A compound in which aluminium carries a chlorine atom, an isopropyl group and an isopropoxy group is to enter a thermochemical data set. The calculation must supply its atomization energy, the energy of the free atoms less that of the molecule. This is the electronic part of a heat of formation. The target here is 1 kcal/mol, or 0.043 eV, for the whole molecule.

Atomization energies (free atoms minus molecule, electronic, no zero-point or spin-orbit terms) of C6H14AlClO, CC(C)[O][Al]([Cl])[CH](C)C, from Ansatz 0.2.0, gas phase, frozen cores, PBE0-D4/def2-TZVP geometry. Limit: HF and MP2 extrapolated from def2-TZVPP and def2-QZVPP; for CCSD and CCSD(T), their difference from MP2 in def2-TZVPP is added to the MP2 limit.

| method | basis | basis functions | atomization energy (eV) | less CCSD(T) at the limit (eV) | less the same method at the limit (eV) |
| --- | --- | --- | --- | --- | --- |
| HF | def2-SVP | 204 | 71.856 | -22.030 | 0.977 |
| MP2 | def2-SVP | 204 | 90.861 | -3.025 | -4.308 |
| CCSD | def2-SVP | 204 | 89.242 | -4.644 | -3.465 |
| CCSD(T) | def2-SVP | 204 | 90.033 | -3.853 | -3.853 |
| HF | def2-TZVPP | 497 | 70.776 | -23.111 | -0.103 |
| MP2 | def2-TZVPP | 497 | 93.074 | -0.812 | -2.095 |
| CCSD | def2-TZVPP | 497 | 90.612 | -3.275 | -2.095 |
| CCSD(T) | def2-TZVPP | 497 | 91.791 | -2.095 | -2.095 |
| HF | def2-QZVPP | 959 | 70.864 | -23.022 | -0.015 |
| MP2 | def2-QZVPP | 959 | 94.306 | 0.420 | -0.863 |
| HF | limit | n/a | 70.879 | -23.007 | 0.000 |
| MP2 | limit | n/a | 95.169 | 1.283 | 0.000 |
| CCSD | limit | n/a | 92.707 | -1.179 | 0.000 |
| CCSD(T) | limit | n/a | 93.886 | 0.000 | 0.000 |

The basis sets def2-SVP, def2-TZVPP and def2-QZVPP are of double, triple and quadruple zeta quality: they give the electrons ever more functions in which to move. The column "less the same method at the limit" is the basis error. The column "less CCSD(T) at the limit" is the total error against the best estimate in the table. In a limit row only the error of the method remains, so that

total error = basis error + method error.

**(a) Hartree–Fock hardly changes from triple zeta onward. Does this make it a safe choice, and why do the other methods need larger bases?**

*Solution.* It does not. In quadruple zeta Hartree–Fock is within 0.02 eV of its own limit, yet it is 23 eV short of CCSD(T). It has converged to the wrong answer, because each electron feels only the average field of the others. What it leaves out is correlation, the way in which electrons avoid one another from moment to moment.

The hydrogen molecule shows why this weakens the binding. A free hydrogen atom has one electron and no correlation energy, whereas the bond puts two electrons into the same region. Hartree–Fock therefore loses roughly 1 eV of that bond energy, a rounded textbook figure. Here the loss is 23.0 eV over 22 bonds, which is also about 1 eV per bond. The likeness ends at the order of magnitude, since carbon, oxygen, chlorine and aluminium atoms have correlation energy of their own and neighbouring bonds correlate with each other.

Correlation also explains the need for large bases. Where two electrons meet, the exact wavefunction has a cusp, and products of smooth orbitals reproduce it poorly. The correlation part of the MP2 atomization energy (MP2 less Hartree–Fock) grows by 3.3 eV from double to triple zeta and by another 1.1 eV to quadruple zeta. Extrapolation adds a further 0.8 eV. Hartree–Fock has no such cusp to describe and settles early.

One row departs from this picture: in def2-SVP, Hartree–Fock binds too strongly, by 0.98 eV against its limit. On going to triple zeta the molecule's energy falls by 16.04 eV, while the atomization energy drops by 1.08 eV. The free atoms must therefore have fallen by the sum, 17.12 eV, so the small basis served them worse than the molecule. A likely reason, not tested here, is that an atom in a molecule can borrow its neighbours' functions, and a free atom cannot.

**(b) MP2 in quadruple zeta comes closer to the reference than CCSD(T) in triple zeta. Is MP2 the better method here?**

*Solution.* The two errors have to be separated. For MP2 in quadruple zeta they are

$$-0.863 + 1.283 = +0.420\ \text{eV}.$$

The basis still lacks binding and the method supplies too much, so the two partly cancel. CCSD(T) in triple zeta has no such help: its whole error of −2.1 eV is basis error, because CCSD(T) itself defines the reference.

A good setting should improve when the basis does, and MP2 fails this test. Its total error is −0.81 eV in triple zeta, passes through zero, and reaches +1.28 eV at the limit. Somewhere between triple and quadruple zeta a basis could make MP2 look perfect. That agreement would belong to the basis and not to the method.

The overbinding does not mean that MP2 gives the molecule too much correlation. In triple zeta it gives the molecule 4.15 eV less correlation energy than CCSD(T) does. Its atomization energy is nonetheless 1.28 eV higher, so it must give the free atoms about 5.4 eV less. MP2 overbinds because it falls short by more in the atoms than in the molecule. A likely reason lies in what it leaves out. Higher terms within one electron pair usually add correlation energy, while the influence of the pairs on one another usually takes some away. In a molecule with many neighbouring bonds these two omissions should cancel better than in a free atom. CCSD includes both effects but leaves out the joint motion of three electrons, which helps the molecule more than the free atoms. It therefore binds too weakly, by 1.2 eV in triple zeta, and the (T) term supplies that part. The molecule suits this treatment: its Hartree–Fock state is stable, and the T1 diagnostic, a common warning sign for cases that need several determinants, is only 0.010.

Measured against this reference, neither run meets the target. The error of MP2 in quadruple zeta is about 10 kcal/mol, and that of CCSD(T) in triple zeta about 48 kcal/mol. The latter is some 2 kcal/mol per bond, which looks harmless until it is summed over 22 bonds. In a reaction that keeps the types of bond, much of such an error usually cancels; in an atomization, where every bond is broken, it accumulates.

**(c) Which combination of runs should be bought, and how far can it be trusted?**

*Solution.* Each method should do the part it does well. MP2 is cheap enough for the large bases and follows the slow approach to the limit. CCSD(T) in a smaller basis then corrects the method:

$$E \approx E_\text{MP2}(\text{limit}) + \left[E_\text{CCSD(T)} - E_\text{MP2}\right]_\text{triple zeta}.$$

Here $E$ is the atomization energy. With the values of the table this gives $95.169 + (91.791 - 93.074) = 93.886$ eV, the reference itself. The agreement is therefore no test. For the same reason, the triple-zeta basis error of CCSD(T) equals that of MP2 by construction, and the method errors used in (b) are triple-zeta differences carried over to the limit.

The idea can be tested one step lower, where the answer has been computed. Take CCSD(T) in double zeta and add the change of MP2 from double to triple zeta:

$$90.033 + (93.074 - 90.861) = 92.246\ \text{eV}.$$

The CCSD(T) calculation in triple zeta, which does not enter this estimate, gives 91.791 eV. The estimate is too high by 0.46 eV, whereas the uncorrected double-zeta value is too low by 1.76 eV. The shortcut thus removes about three quarters of the error, but what remains is still ten times the target.

The miss shows what the shortcut assumes, namely that the gap between MP2 and CCSD(T) is the same in every basis. In fact MP2 gains more from the larger basis than CCSD does, by 0.84 eV. The (T) term grows as well and gives back 0.39 eV, which leaves the 0.46 eV found above, to within rounding. A correction is therefore only as good as the basis in which it was computed, and double zeta is too small for it.

Beyond triple zeta both changes should shrink, but no run here measures by how much. An uncertainty of some tenths of an eV in the reference is a reasonable guess. That is small beside the 23 eV missed by Hartree–Fock and large beside 0.043 eV. The order of the atomization energies at the limit, from Hartree–Fock through CCSD and CCSD(T) to MP2, is safe on this scale. Whether MP2 or CCSD has the smaller error is not, since the two errors differ in size by only 0.1 eV, and a claim of 1 kcal/mol would not be safe either.

The direct remedy is CCSD(T) in quadruple zeta. For a fixed molecule, the costly steps of CCSD and of the (T) term grow formally as the fourth power of the number of empty orbitals. That number rises from 453 to 915, so the work grows by $(915/453)^4 \approx 17$. MP2 needs no iterations, and its cost rises formally with the fifth power of molecular size, against the seventh for the (T) term. For a molecule of this size MP2 is therefore much the cheaper of the two, and the large basis is left to it here.

The choice then follows from the purpose. For an atomization energy good to some tenths of an eV, combine MP2 in triple and quadruple zeta with a CCSD(T) correction in triple zeta. For 1 kcal/mol, first repeat the correction in quadruple zeta and see whether it moves. The MP2 limit needs a check as well, in a still larger basis, because its last 0.86 eV is extrapolated. A heat of formation also needs the zero-point energy, which is several eV for a molecule with fourteen C–H bonds, as well as core correlation, relativistic terms and the known heats of formation of the atoms. It also calls for the lowest conformer, and only one conformer was computed here.
